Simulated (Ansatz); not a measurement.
A series in volume scale on Sn

Results calculated with Ansatz 0.2.0, not measured. Periodic Kohn-Sham DFT of a crystal at fixed atoms, scaled to volume_scale times the given cell; pressure positive in compression, energy less spherical unpolarised free atoms, largest_vzz the field gradient of largest size among the nuclei.

The cell before it is scaled or strained (space group Fd-3m, No. 227):
```
cell vectors (Å)
   0.0000     3.3279     3.3279
   3.3279     0.0000     3.3279
   3.3279     3.3279     0.0000
atoms (fractions of the cell vectors)
Sn  0.00000  0.00000  0.00000
Sn  0.25000  0.25000  0.25000
```

Settings of every row: method frozen-core PAW; functional PBE; relativity scalar; k mesh 9x9x9; filling fermi-dirac; smearing width 0.05 eV; wave cutoff 420 eV; paw set soft_2.

Atom start moment: 0 on all atoms.

```
row  volume scale  V (Å³/atom)  pressure (GPa)
  1        0.9405       34.663           2.538
  2          0.97       35.751           1.176
  3             1       36.855           0.015
  4          1.03       37.962               ?
  5          1.06       39.068          -1.776
```

Question: what pressure should row 4 give?

Worked fit of pressure. Take u = (V_r/V)^(2/3) − 1 with V_r = 36.303 Å³ an atom, which is twice the finite (Eulerian) strain; such expansions in the strain, on which the Birch-Murnaghan equation of state is built, carry the rest volume and the bulk modulus. The shown rows have u = 0.0313, 0.01027, -0.01001, -0.04776. Least squares give pressure = 0.5705 + 57.406 × u + 173.43 × u² GPa; a straight line predicts inner rows, each left out in turn, worse (root mean square 0.17 against 0.0047 GPa). The rows lie off it by 0.001, -0.002, 0.002, 0.000. The pressure vanishes at u = -0.0103, or V = 36.87 Å³ an atom, and there the bulk modulus at fixed shape and fractions is B = −V dP/dV = (2/3)(1 + u) dP/du = 35.5 GPa. The withheld row has u = -0.02935, so the fit gives 0.5705 + 57.406 × (-0.02935) + 173.43 × (-0.02935)² = -0.965 GPa.

The calculation gave -0.959 GPa. The fit lies 0.006 GPa (0.14 % of the column's range) below it; its largest miss of a shown row is 0.002 GPa.
